# How the multiphoton resonance of an aluminium Cooper-pair box responds to design changes

## The question

An aluminium Cooper-pair box is driven through its gate by a microwave tone whose amplitude is a few photon energies. It is biased near its two-photon resonance. We change one thing at a time: the drive amplitude, the Josephson energy (by flux, by barrier resistance, or by replacing Al with Nb), the dc bias, the drive frequency, the island capacitance. In which direction, and by how much, do the width and the position of the resonance move? Each case is answered first by reasoning and then by calculation.

Atomic units are used ($\hbar=e=4\pi\epsilon_0=1$). Energies and angular frequencies are then in hartree, $E_h$, and we need $\mu E_h$ and $nE_h$. Conversion to laboratory units is done in the last section.

## The device as a biased two-level system

With $N$ excess Cooper pairs on an island of total capacitance $C$,

$$H=4E_C(N-n_g)^2-\frac{E_J}{2}\sum_N\big(|N\rangle\langle N+1|+|N+1\rangle\langle N|\big),\qquad E_C=\frac{1}{2C},\qquad n_g=\frac{C_gV_g}{2}.$$

The sign of $V_g$ is chosen so that a positive voltage raises $n_g$. For $E_J\ll E_C$ and $n_g$ near $1/2$ we keep $|\!\uparrow\rangle=|N{=}1\rangle$ and $|\!\downarrow\rangle=|N{=}0\rangle$. Their energy difference is $\varepsilon=4E_C(1-2n_g)$. A gate signal $n_g(t)=n_{g0}-n_{ac}\cos\omega t$ gives

$$H(t)=\tfrac12(\varepsilon_0+A\cos\omega t)\,\sigma_z-\tfrac12\Delta\,\sigma_x,$$

$$\varepsilon_0=4E_C(1-2n_{g0}),\qquad A=8E_Cn_{ac}=2\frac{C_g}{C}V_{ac},\qquad \Delta=E_J .$$

The baseline inputs, typical of such devices, are $C=2\times10^5$, $C_g=1700$, $\Delta=0.2\,\mu E_h$, $\omega=1\,\mu E_h$, $n_{g0}=0.4$ and $n_{ac}=0.1$. They give $E_C=2.5\,\mu E_h$, $\varepsilon_0=2.0\,\mu E_h$ and $A=2.0\,\mu E_h$. The superconducting gap of thin-film Al is taken as approximately $200\,\mu$eV, or $\Delta_s=7.35\,\mu E_h$. It exceeds $E_C$, which favours an island without unpaired electrons, and the pair-breaking energy $2\Delta_s=14.7\,\mu E_h$ lies far above $\omega$. Relaxation and dephasing are left out.

## The result

The drive commutes with the bias, so it can be removed exactly. Put $\psi=U\psi'$ with $U=\exp[-\tfrac{i}{2}z\sin(\omega t)\,\sigma_z]$ and $z=A/\omega$. Since $U$ is periodic, quasienergies are unchanged. With the Jacobi-Anger expansion $e^{iz\sin\omega t}=\sum_m J_m(z)e^{im\omega t}$,

$$H'(t)=\tfrac12\varepsilon_0\sigma_z-\tfrac12\Delta\sum_m J_m(z)\big(e^{im\omega t}|\!\uparrow\rangle\langle\downarrow\!|+\text{h.c.}\big).$$

Floquet solutions have the form $e^{-iqt}\sum_p e^{ip\omega t}|\phi_p\rangle$, and the quasienergy $q$ is an eigenvalue of $H'-i\partial_t$ in the basis $|\!\uparrow,p\rangle$, $|\!\downarrow,l\rangle$. The diagonal elements are $\varepsilon_0/2+p\omega$ and $-\varepsilon_0/2+l\omega$. The only off-diagonal elements are $\langle\uparrow,p|V|\!\downarrow,l\rangle=-\tfrac12\Delta J_{p-l}$.

Near $\varepsilon_0=n\omega$ the states $a=|\!\uparrow,0\rangle$ and $b=|\!\downarrow,n\rangle$ are almost degenerate, and every other state coupled to them lies about $\omega$ or more away. Van Vleck perturbation theory removes those couplings by a unitary transformation. To second order, for $\alpha,\beta$ in the pair and $k$ outside it,

$$H^{\rm eff}_{\alpha\beta}=E_\alpha\delta_{\alpha\beta}+V_{\alpha\beta}+\frac12\sum_k V_{\alpha k}V_{k\beta}\left[\frac{1}{E_\alpha-E_k}+\frac{1}{E_\beta-E_k}\right].$$

State $a$ couples to $|\!\downarrow,l\rangle$ with $E_a-E_k=\varepsilon_0-l\omega$ and squared element $\Delta^2J_l^2/4$, because $J_{-l}^2=J_l^2$. State $b$ couples to $|\!\uparrow,n-l\rangle$ with the same squared element and the opposite denominator. The two levels therefore shift by equal and opposite amounts. The second-order off-diagonal element vanishes, since $V$ flips the charge state and two flips cannot lead from $\uparrow$ to $\downarrow$. Diagonalising the $2\times2$ matrix gives $q_\pm=n\omega/2\pm W/2$ modulo $\omega$, with

$$W=\sqrt{\delta^2+g^2},\qquad g=\Delta|J_n(z)|,\qquad \delta=\varepsilon_0-n\omega+s,\qquad s=\sum_{l\neq n}\frac{\Delta^2J_l^2(z)}{2(\varepsilon_0-l\omega)} .$$

The result holds for any $z$ and is perturbative only in $\Delta/\omega$. The gap $g$ is the Rabi frequency on resonance and the half-width of the line in bias. Starting from a charge state, the largest transfer probability is $g^2/W^2$, apart from fast ripples that vanish with $\Delta/\omega$. At the nominal bias $\varepsilon_0=n\omega$,

$$s=\frac{\Delta^2}{2\omega}S_n(z),\qquad S_n(z)=\sum_{l\ne n}\frac{J_l^2(z)}{n-l},$$

and to order $\Delta^2$ the resonance lies at $\varepsilon_0^*=n\omega-s$. A positive $s$ moves the line to lower bias.

## A rule for reasoning about the shift

The weights $J_l^2$ sum to one, are even in $l$, and have second moment $z^2/2$, the same as $z\cos\omega t$. They are a discrete version of the distribution of the instantaneous bias. Sidebands with $l<n$ push $s$ up, and those with $l>n$ pull it down. Replacing the sum by a time average of the static level repulsion $\Delta^2/2\varepsilon(t)$ gives

$$s\approx\frac{\Delta^2}{2}\left\langle\frac{1}{\varepsilon_0+A\cos\omega t}\right\rangle=\frac{\Delta^2}{2\sqrt{\varepsilon_0^2-A^2}}\quad(A<\varepsilon_0).$$

For $A>\varepsilon_0$ the bias sweeps through zero, and the principal value of the average is zero. The rule predicts a positive shift while the drive does not reach the degeneracy point, and a small shift of either sign once it sweeps well beyond it. At $A=\varepsilon_0$ the estimate diverges, while the discrete sum stays finite because its nearest denominators are $\pm\omega$.

## Baseline and neglected terms

For $n=2$, $z=2$ we have $J_2=0.3528$ and $S_2=0.4860$. With $\Delta^2/2\omega=20\,nE_h$ this gives $g=70.6\,nE_h$, $s=9.7\,nE_h$, $W=71.2\,nE_h$ and $g^2/W^2=0.98$. Three neglected terms decide how far these digits can be trusted.

**Third order in the gap.** At the nominal bias $W-g=0.67\,nE_h\approx s^2/2g$, which scales as $\Delta^3$. The third-order correction to $g$ scales in the same way and has to be sized. Degenerate third-order theory adds paths $a\to k\to m\to b$ through two outside states, and a normalisation term. With $c_k=J_{k-n}/k$,

$$\frac{g^{(3)}}{g}=-\frac{\Delta^2}{4\omega^2}\left[T+\frac{D}{J_{-n}}\right],\qquad T=\sum_{k\neq0}c_k^2,\qquad D=\sum_{k,p\ne0}c_kc_pJ_{k+p-n}.$$

The expansion parameter is $\Delta^2/4\omega^2=0.01$. At baseline $T=0.41$, $D=-0.12$, $D/J_{-2}=-0.35$, and $g^{(3)}=-0.04\,nE_h$. This is small against $0.67\,nE_h$, but only through a cancellation in the bracket. Elsewhere a correction of some tenths of a per cent must be allowed for, so most gaps below are rounded to whole $nE_h$. The shift is better read from the position of the line than from $W$ at its centre.

**Fourth order in the shift.** The static expansion $\sqrt{\varepsilon^2+\Delta^2}=\varepsilon+\Delta^2/2\varepsilon-\Delta^4/8\varepsilon^3+\dots$ sets the scale $\Delta^4/8\omega^3=0.2\,nE_h$. One such term appears when the sum is evaluated at $\varepsilon_0^*$ instead of $n\omega$, which raises $s$ by $(\Delta^2/2\omega^2)\,T\,s=0.08\,nE_h$.

**Other charge states.** With $U_c=8E_C=20\,\mu E_h$, state $N=2$ lies $U_c+\varepsilon$ above $N=1$, and $N=-1$ lies $U_c-\varepsilon$ above $N=0$. The same second-order argument adds to $\delta$

$$\lambda=\frac{\Delta^2}{4}\sum_lJ_l^2\left[\frac{1}{U_c-\varepsilon_0+l\omega}-\frac{1}{U_c+\varepsilon_0-l\omega}\right]\approx\frac{\Delta^2\varepsilon_0}{2U_c^2}.$$

This is $0.10\,nE_h$ at baseline and grows in proportion to $\varepsilon_0$. The resonant terms at $|l|\ge18$ are dropped from the sum, since $|J_{18}|<10^{-10}$ for $z\le4$. All tabulated shifts are two-level values, uncertain in the last printed digit.

## Change 1: drive amplitude

**Reasoning.** At weak drive $J_2\approx z^2/8$, so the gap grows with power. It must saturate once $A$ exceeds $\varepsilon_0$, because the qubit then crosses degeneracy twice per cycle and the two passages interfere. The baseline sits at the border $A=\varepsilon_0$, so more amplitude should still raise $g$, with an exponent below 2. The shift starts from the static value $\Delta^2/2\varepsilon_0=10.0\,nE_h$, should rise at first because the bias spends time closer to zero, and should collapse for $z>2$.

**Calculation.** The local exponent is $zJ_2'/J_2=1.27$ at $z=2$, so one per cent more amplitude gives $1.27$ per cent more gap.

| $z$ | $J_2$ | $S_2$ | $g$ ($nE_h$) | $s$ ($nE_h$) |
|---|---|---|---|---|
| 1 | 0.1149 | 0.5539 | 23 | 11.1 |
| 2 | 0.3528 | 0.4860 | 71 | 9.7 |
| 3 | 0.4861 | 0.1636 | 97 | 3.3 |
| 4 | 0.3641 | −0.0602 | 73 | −1.2 |

At $z=1$ the time-average rule gives $1/\sqrt3=0.577$ for $S_2$, against $0.5539$ from the sum. The gap peaks at $z=3.05$, where it is insensitive to amplitude drift at first order. The shift changes sign near $z=3.6$, when $\sum_{l\ge3}J_l^2/(l-2)$ overtakes $\sum_{l\le1}J_l^2/(2-l)$. The sidebands $l\le1$ still carry the larger weight there, $0.59$ against $0.22$ for $l\ge3$, but $J_1^2$ has fallen to $0.009$, and the rest of that weight sits at $l\le0$, where the denominators $2-l$ are larger. Around that point $\lambda$ and the fourth-order term are as large as $s$ itself, so the crossing is not fixed to a further digit. At $z=5.14$ the function $J_2$ vanishes and the leading gap closes. There the third-order term, of scale $\Delta^3/4\omega^2=2\,nE_h$ times $|D|$, is all that remains, and it displaces the zero slightly in $z$.

## Change 2: Josephson energy

**Reasoning.** $\Delta$ does not enter $z$ or the denominators, so $g\propto\Delta$ and $s\propto\Delta^2$. Weakening the junction narrows the line and removes the shift faster still. The ratio $s/g$, the offset in half-widths, is proportional to $\Delta$.

**Calculation.** For a symmetric split junction $\Delta=\Delta_0|\cos(\pi\Phi/\Phi_0)|$, and we take the baseline at zero flux. A flux $\Phi=\Phi_0/3$ halves $\Delta$, which gives $g=35\,nE_h$ and $s=2.4\,nE_h$. The ratio $s/g$ falls from $0.14$ to $0.07$.

For identical electrodes at low temperature the Ambegaokar-Baratoff relation $I_cR_N=\pi\Delta_s/2$ and $E_J=I_c/2$ give $\Delta=\pi\Delta_s/4R_N$. The baseline needs $R_N=28.9$ atomic units. A barrier 10 per cent more resistive, at unchanged capacitance, divides $\Delta$ by $1.1$. Then $g=64\,nE_h$ and $s=8.0\,nE_h$, reductions of 9 and 17 per cent.

Replacing both Al electrodes by Nb, with an approximate gap of $1.4$ meV, at the same $R_N$ and $C$ multiplies $\Delta$ by 7 in this idealised relation, to $1.4\,\mu E_h$. The formulas return $g=0.49\,\mu E_h$ and $s=0.48\,\mu E_h$. The expansion parameter $\Delta^2/4\omega^2$ is now $0.49$, and the predicted shift is half the spacing between neighbouring resonances. The pair $a,b$ is no longer isolated, so these two numbers signal the breakdown of the expansion and are not predictions. The regime is recovered by raising $R_N$ sevenfold, or by tuning the flux.

## Change 3: dc bias moved to another resonance

**Reasoning.** At fixed $z=2$ the resonances $n<2$ lie inside the sweep range, so they should be wide and little shifted. For $n>2$ the gap falls faster than exponentially, roughly as $(z/2)^n/n!$, while the shift falls only as $1/\sqrt{n^2-z^2}$. The offset in half-widths must therefore grow steeply with $n$. Reversing the bias sends $n\to-n$, and relabelling $l\to-l$ shows $S_{-n}=-S_n$ with $g$ unchanged. The lines on both sides are pulled towards $n_g=1/2$ when $S_{|n|}>0$, and the $n=0$ line has no shift.

**Calculation.**

| $n$ | $S_n(2)$ | $g$ ($nE_h$) | $s$ ($nE_h$) | $s/g$ |
|---|---|---|---|---|
| 0 | 0 | 45 | 0 | 0 |
| 1 | 0.1291 | 115 | 2.6 | 0.02 |
| 2 | 0.4860 | 71 | 9.7 | 0.14 |
| 3 | 0.4173 | 26 | 8.3 | 0.32 |
| 4 | 0.2920 | 6.8 | 5.8 | 0.9 |

The time-average rule gives $1/\sqrt5=0.447$ for $n=3$ and $1/\sqrt{12}=0.289$ for $n=4$, and so improves away from the edge of the sweep. At $n=4$ a bias set to exactly $4\omega$ misses the centre by almost a half-width, and the transfer $g^2/W^2$ drops to about $0.6$. The charge-state term is $\lambda=0.2\,nE_h$ there, which is why $s/g$ carries one figure. A calibration that fits $E_C$ from the spacing of the lines has to subtract $s$ line by line, because $s$ is not linear in $n$.

## Change 4: drive frequency

**Small step at fixed gate voltages: reasoning.** A change $d\omega$ alters the bare detuning by $-n\,d\omega$, which is $\mp20\,nE_h$ for $\pm1$ per cent. The gap responds only through $z=A/\omega$, by $\mp1.27$ per cent. Because $s>0$, the nominal point lies on the low-frequency side of the line. Raising $\omega$ first moves towards the centre and lowering it moves away, so the response should be asymmetric.

**Calculation.** The centre is at $\omega^*\approx(\varepsilon_0+s)/2$, which is $4.9\,nE_h$ above nominal. Evaluating the full sum with the new $z$ and denominators gives, for $\omega=1.01\,\mu E_h$, $\delta=-10$, $g=70$ and $W=70\,nE_h$. For $\omega=0.99\,\mu E_h$ it gives $\delta=+30$, $g=71$ and $W=77\,nE_h$. Against the baseline $W=71\,nE_h$, the upward step lowers the splitting slightly and the downward step raises it several times as much.

**Large step with the bias retuned to $2\omega$: reasoning.** With $A$ fixed, a higher frequency reduces $z$ and so narrows the line. Doubling $\omega$ puts $\varepsilon_0=4\,\mu E_h$ outside the sweep, where the rule gives $s\approx\Delta^2/2\sqrt{\varepsilon_0^2-A^2}=5.8\,nE_h$, below baseline. Lowering $\omega$ enlarges the prefactor $\Delta^2/2\omega$ but moves the bias inside the sweep, where $S_2$ collapses. The two effects compete, and the table of Change 1 suggests that the collapse wins.

**Calculation.** For $\omega=2\,\mu E_h$, $z=1$, the prefactor is $10\,nE_h$, so $g=23$ and $s=5.5\,nE_h$. For $\omega=\tfrac23\,\mu E_h$, $z=3$, the prefactor is $30\,nE_h$, so $g=97$ and $s=4.9\,nE_h$. The shift is smaller than at baseline in both directions, being largest near $A\approx\varepsilon_0$. The lower frequency costs accuracy, since $\Delta^2/4\omega^2$ rises to $0.0225$.

## Change 5: island capacitance

**Reasoning.** At fixed gate voltages $n_{g0}$ and $n_{ac}$ are fixed, and both $\varepsilon_0$ and $A$ scale as $1/C$. A 5 per cent larger $C$ lowers each by $4.8$ per cent. Since $\varepsilon_0$ is many times $g$, this small fraction is a detuning larger than the half-width, and negative. The gap should fall by about $1.27\times4.8\approx6$ per cent. The shift should rise, because $S_2$ decreases with $z$ near $z=2$ and because the strong $l=1$ sideband comes closer.

**Calculation.** With $\Delta$ held fixed, $\varepsilon_0=A=1.905\,\mu E_h$ and $J_2=0.3310$. The bare detuning is $-95\,nE_h$ and $s=11.0\,nE_h$, so $\delta=-84$, $g=66$ and $W=107\,nE_h$. The transfer falls from $0.98$ to $0.38$. Retuning the dc gate to $n_{g0}=0.395$ restores $\varepsilon_0=2\omega$, and leaves $g=66\,nE_h$, lower by $6.2$ per cent, with $s=10.1\,nE_h$.

If the extra capacitance comes from a 5 per cent larger junction that dominates $C$, then $R_N$ falls and $\Delta$ rises by 5 per cent. The two effects on the gap oppose each other, and $g$ changes by only $-1.5$ per cent. An area variation near this operating point shows up mainly in the position of the line, while a barrier variation shows up mainly in its width.

## Conversion to laboratory units

An energy of $1\,\mu E_h$ corresponds to $6.58$ GHz and to $27.2\,\mu$eV. The atomic units of capacitance and resistance are $4\pi\epsilon_0a_0=5.888\times10^{-21}$ F and $\hbar/e^2=4108\,\Omega$, and the unit of voltage is $E_h/e$. The baseline is thus $C=1.18$ fF, $C_g=10.0$ aF, $E_C/h=16.4$ GHz, $E_J/h=1.32$ GHz, $R_N=119$ k$\Omega$, a drive at $6.58$ GHz and $V_{ac}=AC/2C_g=3.20$ mV at the gate. The baseline shift moves the line by $s/8E_C=4.9\times10^{-4}$ in $n_g$ towards $1/2$, or $16\,\mu$V on the gate, or $32$ MHz upward in drive frequency. The fourth-order scale of $0.2\,nE_h$ is about $1$ MHz. The entries below are converted from unrounded values and refer to the nominal bias $\varepsilon_0=n\omega$.

| Change | $g/h$ (GHz) | $s/h$ (MHz) |
|---|---|---|
| baseline, $n=2$, $z=2$ | 0.46 | 64 |
| amplitude halved | 0.15 | 73 |
| amplitude times 1.5 | 0.64 | 22 |
| amplitude doubled | 0.48 | −8 |
| flux $\Phi_0/3$ | 0.23 | 16 |
| $R_N$ up 10 % | 0.42 | 53 |
| bias to $n=1$ | 0.76 | 17 |
| bias to $n=3$ | 0.17 | 55 |
| bias to $n=4$ | 0.045 | 38 |
| frequency doubled | 0.15 | 36 |
| frequency times 2/3 | 0.64 | 32 |
| $C$ up 5 %, bias retuned | 0.44 | 67 |